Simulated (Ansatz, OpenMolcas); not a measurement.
How methods differ on TiH4O4 (SMILES O[Ti](O)(O)O)

TiH4O4: 9 atoms, total charge 0, spin state singlet. SMILES: `O[Ti](O)(O)O`. The coordinates come from a PBE0-D4/def2-TZVP relaxation. This is one conformer, not always the lowest.

Each level gives the HOMO–LUMO gap (eV). The values are calculated.

| level | kind | program | value (eV) | CPU time |
| --- | --- | --- | --- | --- |
| HF/def2-SVP | Hartree–Fock | Ansatz | 14.85 | 7.2 s |
| SVWN5/def2-SVP | LDA | Ansatz | 5.07 | 7.8 s |
| BLYP/def2-SVP | GGA | OpenMolcas | 5.05 | 70 s |
| r2SCAN/def2-SVP | meta-GGA | Ansatz | 5.53 | 22 s |
| BHLYP/def2-SVP | global hybrid | OpenMolcas | 10.43 | 66 s |
| CAM-B3LYP/def2-SVP | range-separated hybrid | Ansatz | 10.32 | 17 s |

The values span 5.05 to 14.85 eV. Orbital gaps aren't excitation energies; they tend to grow with the share of exact exchange. Times are those of the runs behind each value, whatever else they computed, on shared processors of several kinds: orders of magnitude only.

The three semilocal functionals agree closely: LDA and GGA give almost the same gap, and r2SCAN widens it only modestly to 5.53 eV. The large step comes with nonlocal exchange. BHLYP, at 10.43 eV, lies near the midpoint between BLYP and Hartree–Fock, and CAM-B3LYP almost coincides with it despite partitioning exchange by distance. The spread probably arises because exact exchange stabilises the occupied orbitals, while the empty ones feel the repulsion of all the electrons.

In a formally d⁰ Ti(IV) hydroxide, the frontier orbitals are expected to be oxygen 2p lone-pair combinations below and empty titanium 3d orbitals above. The gap then reflects the separation between ligand and metal levels rather than a ligand-field splitting within the d shell. The polar Ti–O bonds and the absence of d electrons are consistent with a sizeable gap at every level. Without an ionisation energy and electron affinity for comparison, the values don't establish which functional best approximates the fundamental gap.
